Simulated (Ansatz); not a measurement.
# Strength of the C–Ge bond: C2H7Ge → C2H4 + GeH3

Species: C2H7Ge `[CH2][CH2][GeH3]`, doublet; C2H4 (ethylene) `C=C`, singlet; GeH3 `[GeH3]`, doublet. 

Shapes, held fixed at every level: PBE0-D4/def2-TZVP. Flexible molecules stand in one conformer, not always the lowest. Programs: Ansatz 0.2.0. The zero-point and thermal change to 298 K, harmonic and unscaled (PBE0-D4/def2-TZVP), is -3.6 kJ/mol.

Estimate ΔH(298 K) of this reaction.

The highest level, CCSD(T)/def2-TZVPP, gives ΔH(298 K) = +57.4 kJ/mol; the levels span +47.0 to +88.6. A fragment pairs its electrons up again, so this isn't a typical strength of such a bond. The column of differences is taken from that level and isn't an error. No measured value is set beside it here. Open shells run unrestricted. Relativity is left out for Ge. Outer-core shells of Ge are correlated in most correlated rows, in sets that cover them unevenly.

```
             level                    kind  ΔH(298 K) (kJ/mol)  less CCSD(T)/def2-TZVPP
      MP2/def2-SVP     perturbation theory               +52.5                     -4.9
    MP2/def2-TZVPP     perturbation theory               +61.4                     +4.0
       HF/def2-SVP            Hartree–Fock               +49.6                     -7.8
  SPW92/def2-TZVPP                     LDA               +88.6                    +31.2
wB97X-V/def2-TZVPP  range-separated hybrid               +70.2                    +12.8
     CCSD/def2-SVP   coupled cluster or CI               +47.0                    -10.4
CCSD(T)/def2-TZVPP   coupled cluster or CI               +57.4                      0.0
```

Every level makes the loss of GeH3 from the β-germylethyl radical endothermic, but only modestly so. As the C–Ge σ bond stretches, its electron on carbon couples with the neighbouring radical centre to form the π bond of ethylene, which repays much of the cost of cleavage. Hyperconjugation between the C–Ge σ bond and the half-filled carbon p orbital probably stabilises the starting radical and prepares the same electronic reorganisation.

SPW92 lies furthest from the coupled-cluster reference, at +88.6 kJ/mol, in keeping with the local density approximation's familiar overbinding. Correlation doesn't shift the result in a single direction: with def2-SVP, MP2 lies above Hartree–Fock and CCSD below it. MP2 also rises with the larger basis, so the gap between CCSD and CCSD(T) can't be assigned to triple excitations alone.

Dissociation gains translational entropy, so the free-energy cost should be smaller than the enthalpy suggests, in line with the known reversibility of germyl radical addition to alkenes. How fast the radical fragments depends on a barrier that these reaction enthalpies don't provide.
